**Question.** I have the exact density $n(\mathbf r,t)$ of a two-electron singlet on a 3D grid and want the exact $v_{xc}(\mathbf r,t)$. With one doubly occupied orbital the TDKS equation can be inverted directly, but that needs the phase of the orbital, hence an elliptic solve at every time step. Can I skip the phase and use $\nabla^2\sqrt n/(2\sqrt n)$ alone? If not, is a second-order stencil enough, and how fine must grid and time step be? My test case is Hooke's atom, $k=1/4$, in a uniform oscillating field.

---

**Answer.** Skipping the phase leaves an error floor that no grid removes. It is the cheapest route only if your tolerance is well above that floor. Below it, fourth-order differences win, by a factor that grows as the tolerance tightens. Hartree atomic units throughout (bohr, Ha, mHa $=10^{-3}$ Ha).

## The inversion

Let $N=1$, or $N=2$ in a spin singlet, and choose a Kohn-Sham initial state with all electrons in one spatial orbital. Where $n>0$ write $\phi=\sqrt{n/N}\,e^{i\alpha}$ with real $\alpha$. Insert this in $i\partial_t\phi=(-\tfrac12\nabla^2+v_s)\phi$ and divide by $\phi$. The imaginary and real parts give

$$\nabla\cdot(n\nabla\alpha)=-\partial_t n,\qquad v_s=v_B-\partial_t\alpha-\tfrac12|\nabla\alpha|^2,\qquad v_B\equiv\frac{\nabla^2\sqrt n}{2\sqrt n}.$$

With no flux through the boundary, the difference $\delta$ of two solutions of the first equation obeys $\int n|\nabla\delta|^2d^3r=0$. So $\alpha$ and $v_s$ are fixed up to a function $c(t)$, and $v_{xc}=v_s-v_{\rm ext}-v_H[n]$. Only potential differences at one time have meaning.

Setting $\alpha=\chi/\sqrt n$ turns the phase equation into

$$\left[-\tfrac12\nabla^2+v_B\right]\chi=\frac{\partial_t n}{2\sqrt n}.$$

The operator is the static Kohn-Sham Hamiltonian of the instantaneous density, shifted so that $\sqrt n$ has eigenvalue zero. The source is orthogonal to $\sqrt n$ because $N$ is conserved. The smallest nonzero eigenvalue is the Kohn-Sham gap $\Delta$, which sets the solver cost.

## The exact answer for the model

Take $v_{\rm ext}=r^2/8+E(t)z$, so $\omega_0=1/2$. With $\mathbf R=(\mathbf r_1+\mathbf r_2)/2$ and $\mathbf s=\mathbf r_1-\mathbf r_2$,

$$H=\left[-\tfrac14\nabla_R^2+\tfrac14R^2+2E(t)Z\right]+\left[-\nabla_s^2+\tfrac1{16}s^2+\tfrac1s\right].$$

Direct differentiation shows that $(1+s/2)e^{-s^2/8}$ is a nodeless eigenfunction of the second bracket with energy $5/4$. Without field the first bracket has ground state $e^{-R^2/2}$ with energy $3/4$. Integrating $2|\Psi|^2$ over one electron gives

$$n_0(r)=\frac{2e^{-r^2/2}}{\pi^{3/2}(8+5\sqrt\pi)}\left\{\sqrt{\tfrac\pi2}\left[\tfrac74+\tfrac{r^2}4+\left(r+\tfrac1r\right)\operatorname{erf}\tfrac r{\sqrt2}\right]+e^{-r^2/2}\right\},$$

with $n_0(0)=0.0893$ bohr$^{-3}$ and $\langle r^2\rangle=3.553$ bohr$^2$ per electron.

The field acts only on $\mathbf R$. The Gaussian of a driven oscillator moves rigidly along the classical path, so $n(\mathbf r,t)=n_0(|\mathbf r-X\hat z|)$ with $\ddot X=-X/4-E(t)$. This is the harmonic potential theorem (Dobson 1994). Since $\partial_tn=-\dot X\partial_zn$, the phase is $\alpha=\dot Xz+c$, and

$$v_s=v_B(|\mathbf r-X\hat z|)-\ddot Xz+c(t).$$

Completing the square gives $v_{\rm ext}=|\mathbf r-X\hat z|^2/8+(X/4+E)z+c=|\mathbf r-X\hat z|^2/8-\ddot Xz+c$. The linear terms cancel, and $v_{xc}$ is the ground-state potential carried along with the density.

The illustrative drive is $E=E_0\sin\Omega t$ with $E_0=0.0042$ (2.16 V/nm) and $\Omega=0.2$ (5.44 eV). In the steady state $X=-X_0\sin\Omega t$ with $X_0=E_0/(\tfrac14-\Omega^2)=0.020$ bohr.

As the quantity to get right, take the drop $\Delta v=v(X+z_0)-v(X)$ along the field axis, with $z_0=2$ bohr, close to the rms radius 1.88 bohr. From $n_0$, $v_B(0)=-0.5187$ and $v_B(2)=-0.3160$, so $\Delta v_B=0.2027$. Gauss's law gives $\Delta v_H=-4\pi\int_0^2n_0\,r(1-r/2)\,dr=-0.508$. Hence $\Delta v_{xc}=0.2027-0.5+0.508=0.211$ Ha at all times. The error $\varepsilon$ is the largest departure from this value over a cycle.

## Three ways to do it

- **A, static:** $v_s\approx v_B$ with a 13-point fourth-order Laplacian and no phase.
- **B, full, second order:** 7-point Laplacian and centred two-point time differences.
- **C, full, fourth order:** 13-point Laplacian and centred four-point time differences.

The grid spacing is $h$, and there are $N_t$ snapshots per period with step $\tau$, so $\theta=\Omega\tau=2\pi/N_t$. I require $N_t\ge8$ so that the cycle is resolved.

## How the error falls

**Dropping the phase.** A misses $-\ddot Xz$, so its drop is wrong by up to

$$D=\Omega^2X_0z_0=1.6\ \text{mHa}\ (43.5\ \text{meV}),$$

for every $h$. This is not the adiabatically exact approximation. That one subtracts the static external potential belonging to $n(t)$, here the trap centred at $X$, and is exact for rigid translation. It needs an inversion of the interacting problem, which A avoids by subtracting the true $v_{\rm ext}(t)$.

**Time differences.** To first order in $X_0$ a difference quotient of $n$ equals $-\partial_zn$ times the same quotient of $X$, so $\alpha$ stays linear in $z$. On a sinusoid the two-point rule multiplies the derivative by $\sin\theta/\theta$ and the four-point rule by $(8\sin\theta-\sin2\theta)/6\theta$. The rule is applied twice, to $n$ and then to $\alpha$:

$$\varepsilon_t^B=D\left[1-\frac{\sin^2\theta}{\theta^2}\right]\approx\frac{D\theta^2}3,\qquad\varepsilon_t^C=D\left[1-\left(\frac{8\sin\theta-\sin2\theta}{6\theta}\right)^2\right]\approx\frac{D\theta^4}{15}.$$

| $N_t$ | 8 | 16 | 32 | 64 |
|---|---|---|---|---|
| $\varepsilon_t^B$ (mHa) | 0.30 | 0.081 | 0.020 | 0.0051 |
| $\varepsilon_t^C$ (mHa) | 0.037 | 0.0025 | $1.6\times10^{-4}$ | $9.9\times10^{-6}$ |

**Laplacian.** Per axis the stencils return $f''+h^2f^{(4)}/12$ and $f''-h^4f^{(6)}/90$ plus higher orders. With $f=\sqrt n$ the errors of $v_B$ are $h^2\sum_i\partial_i^4f/(24f)$ and $-h^4\sum_i\partial_i^6f/(180f)$. For the drop this gives $-8.9\,h^2$ and $+12.3\,h^4$ mHa, $h$ in bohr. The fourth-order series converges slowly at large $h$, so the tabulated $\varepsilon_h$ come from applying the stencils to $\sqrt{n_0}$ itself, centred on the two probe points. This error is constant over the cycle while $D$ and $\varepsilon_t$ change sign, so $\varepsilon=\varepsilon_h+D$ for A and $\varepsilon=\varepsilon_h+\varepsilon_t$ for B and C.

**Terms left out.** I estimate the first two on the Gaussian $n\propto e^{-ar^2}$ with the same $\langle z^2\rangle$, that is $a=0.42$.

1. *Grid error of the phase.* Build $v_B$ with the same stencil as the kinetic term, so that $\sqrt n$ stays a null vector. Acting on $z\sqrt n$, the discrete operator returns minus the centred first difference of $\sqrt n$, whose errors are $h^2\partial_z^3/6$ and $-h^4\partial_z^5/30$. For B the Gaussian gives $|\delta\alpha|=|\dot X|h^2az(2-az^2/3)/6$, hence $0.16\,h^2$ mHa in the drop, 2 per cent of the Laplacian term. For C it is 0.2 per cent.
2. *Second order in $X_0$.* The third and fifth time derivatives of $n$ contain $3\dot X\ddot X\,\partial_z^2n$ and $(5\dot XX^{(4)}+10\ddot X\dddot X)\,\partial_z^2n$. A source $\partial_z^2n$ produces a phase $\propto az^2$. Relative to $\varepsilon_t$ this adds $1.5\,aX_0z_0=2.5$ per cent for B and $7.5\,aX_0z_0=13$ per cent for C. In a strong field this term would dominate $\varepsilon_t$.
3. *Hartree potential.* Use an FFT with a truncated Coulomb kernel. The density transform is $\tilde n(k)=2e^{-k^2/4}F(k/2)$ with $F(q)=\int_0^\infty(1+s/2)^2e^{-s^2/4}\,s\sin(qs)\,ds\,/\,[q(8+5\sqrt\pi)]$. The part lost beyond the grid cutoff, $(2/\pi)\int_{\pi/h}^\infty|\tilde n|\,dk$, is 0.2 mHa at $h=0.8$, and aliasing is of like order. It falls at least as $e^{-\pi^2/4h^2}$ and matters only in that row.
4. *Box.* At radius 6 bohr, $n_0/n_0(0)=7.7\times10^{-8}$.

Two figures are all that these estimates support.

## How work and memory grow

One operation is one multiply-add. The inversion runs in a sphere of radius 6 bohr, with $M=\tfrac{4\pi}3(6/h)^3$ points.

**Hartree.** Avoiding periodic images needs a cube of side 24 bohr, $n_F=(24/h)^3=15.3M$. Counting $n_F\log_2n_F$ per real transform as a convention, $W_H=2n_F\log_2n_F$ per snapshot for all three methods.

**Phase.** Conjugate gradients reduce the error in the energy norm at least as $2[(\sqrt\kappa-1)/(\sqrt\kappa+1)]^K$, so a reduction $\eta$ takes $K\approx\tfrac12\sqrt\kappa\ln(2/\eta)$ steps. Here $\kappa$ is the ratio of the largest to the smallest nonzero eigenvalue. The zone-corner mode gives $6/h^2$ (B) or $8/h^2$ (C) for the kinetic part, to which $v_B(6)=3.4$ is added. The trial function $z\sqrt n$ is orthogonal to $\sqrt n$ and gives $\Delta\le1/(2\langle z^2\rangle)=0.42$, and I use that value. It is an upper bound on $\Delta$, which makes $K$ somewhat low, while the convergence bound and the cold start make it high, equally for B and C. Take $\eta=10^{-6}$. Differencing $\alpha$ in time amplifies the solver error to roughly $\eta D/\theta$, still negligible. A step costs the stencil ($m=7$ or 13) plus two dot products and three vector updates. Per snapshot,

$$w_A=13M+W_H,\qquad w_{B,C}=M\,[m+K(m+5)]+W_H,$$

and $W=N_tw$ per period. Time differences and $|\nabla\alpha|^2$ add at most about 25 operations per point, 3 per cent of the bracket, and are dropped.

**Memory.** Streaming through time, B holds 3 densities, 3 phases, 4 solver arrays and the output, $11M$ words. C holds 5, 5, 4 and 1, $15M$. A holds $2M$. With the FFT array the totals are $17.3M$ (A), $26.3M$ (B) and $30.3M$ (C), independent of $N_t$.

**Scaling.** For small $h$, $K\propto1/h$ and $W\propto N_th^{-4}$. Minimise this at fixed $\varepsilon=a_ph^p+b_pN_t^{-p}$ for order $p$. If a share $f$ of $\varepsilon$ goes to space, $W\propto f^{-4/p}(1-f)^{-1/p}\varepsilon^{-5/p}$, which is least at $f=4/5$. So

$$W_B\propto\varepsilon^{-5/2},\qquad W_C\propto\varepsilon^{-5/4},\qquad W_A\propto(\varepsilon-D)^{-3/4}$$

up to the logarithm in $W_H$, and memory grows as $\varepsilon^{-3/p}$. A decade of accuracy costs a factor 316 with B and 17.8 with C. For C the floor $N_t=8$ lies above the optimum until $\varepsilon$ falls to about $5\varepsilon_t^C(8)=0.19$ mHa, and down to there $W_C\propto\varepsilon^{-1}$.

## Both sides tabulated

Errors are in mHa and work per snapshot in $10^6$ operations. The fourth-order column serves A and C.

| $h$ | $M$ | $\varepsilon_h$, order 2 | $\varepsilon_h$, order 4 | $K_B$ | $K_C$ | $w_A$ | $w_B$ | $w_C$ |
|---|---|---|---|---|---|---|---|---|
| 0.8 | 1767 | 6.8 | 2.3 | 40 | 45 | 0.82 | 1.7 | 2.2 |
| 0.6 | 4189 | 3.6 | 1.0 | 50 | 57 | 2.1 | 4.6 | 6.4 |
| 0.5 | 7238 | 2.4 | 0.57 | 59 | 67 | 3.8 | 8.9 | 13 |
| 0.4 | 14137 | 1.5 | 0.26 | 72 | 82 | 7.8 | 20 | 29 |
| 0.3 | 33510 | 0.83 | 0.089 | 94 | 108 | 20 | 57 | 85 |
| 0.1 | 904779 | 0.090 | 0.0012 | 275 | 317 | $6.7\times10^2$ | $3.6\times10^3$ | $5.8\times10^3$ |

The FFT dominates $w_A$, so a 7-point version of A would save almost nothing and lose accuracy.

## Cheapest choice for a stated accuracy

Each cell is the cheapest tabulated setting $(h,N_t)$, its $\varepsilon$ in mHa and its $W$ in $10^6$ operations per period, computed from unrounded entries.

| target | A | B | C | pick |
|---|---|---|---|---|
| 5 mHa | (0.8, 8): 3.9; 6.5 | (0.6, 8): 3.9; 37 | (0.8, 8): 2.4; 18 | A |
| 2 mHa | (0.4, 8): 1.9; 63 | (0.4, 8): 1.8; 160 | (0.6, 8): 1.1; 51 | C |
| 1 mHa | below its floor | (0.3, 16): 0.91; 919 | (0.5, 8): 0.61; 100 | C |
| 0.1 mHa | below its floor | (0.1, 64): 0.095; $2.3\times10^5$ | (0.3, 16): 0.092; 1360 | C |

At 5 mHa, C costs 2.75 times and B 5.6 times as much as A, and the 0.2 mHa of Hartree error fits in the margin. At 2 mHa the works of A and C are closer than the counting conventions can resolve, so this is the crossover. C is picked there for its smaller error. At 1 mHa B costs 9.2 times as much as C, and at 0.1 mHa 172 times, with $2.4\times10^7$ words of memory against $1.0\times10^6$. The last decade raises the work by 254 for B and 13.6 for C, a little under the asymptotic factors because the menu is discrete and $W_H$ grows more slowly than the solver.

## Best choice inside a budget

The entries have the same meaning, now with the smallest $\varepsilon$ that fits.

| budget per period | A | B | C | pick |
|---|---|---|---|---|
| $10^7$ operations | (0.8, 8): 3.9; 6.5 | 13, over | 18, over | A |
| $6\times10^7$ | (0.5, 8): 2.2; 30 | (0.6, 8): 3.9; 37 | (0.6, 8): 1.1; 51 | C |
| $10^9$ | (0.3, 8): 1.7; 159 | (0.3, 16): 0.91; 919 | (0.3, 8): 0.13; 680 | C |

A memory cap of $5\times10^5$ words excludes $h=0.3$, where the FFT array alone has 512000 entries. At $h=0.4$ C needs $4.3\times10^5$ words, and with $N_t$ as large as you like the errors are 1.9 (A), 1.5 (B) and 0.26 mHa (C). C is again the pick.

## What carries over to your data

These numbers are the model's, for this drive and this probe. Four things shift them.

- The floor $D$ scales as $\Omega^2X_0$, while the Laplacian error does not depend on the drive. You can read $D$ off your data before choosing, because $\ddot X$ is the second time derivative of the dipole divided by $N$. For motion that is not rigid this measures only the linear part of what A drops.
- The stencil error grows in the tail, as $h^2r^4$ and $h^4r^6$ for Gaussian decay, so a probe farther out needs a finer grid than the table shows.
- A solver with cost proportional to $M$, such as multigrid, changes the optimal share to $f=3/4$ and the exponents to $\varepsilon^{-2}$ (B) and $\varepsilon^{-1}$ (C). In one dimension the phase equation is a single quadrature, $n\,\partial_x\alpha=-\int_{-\infty}^x\partial_tn\,dx'$, and little is saved by skipping it. If you also have the current and $\mathbf j/n$ is curl-free, as it is here, then $\nabla\alpha=\mathbf j/n$ replaces the solve. For general interacting motion $\mathbf j/n$ has a curl and differs from $\nabla\alpha$.
- Noise sets a lower limit on $h$. A relative noise $\sigma$ in $\sqrt n$ shifts $v_B$ by up to about $6\sigma/h^2$ (B) or $8\sigma/h^2$ (C). Reaching 0.1 mHa at $h=0.3$ with C needs $\sigma$ well below $1.1\times10^{-6}$, and the coarser grid that C allows also makes it the more tolerant of the two.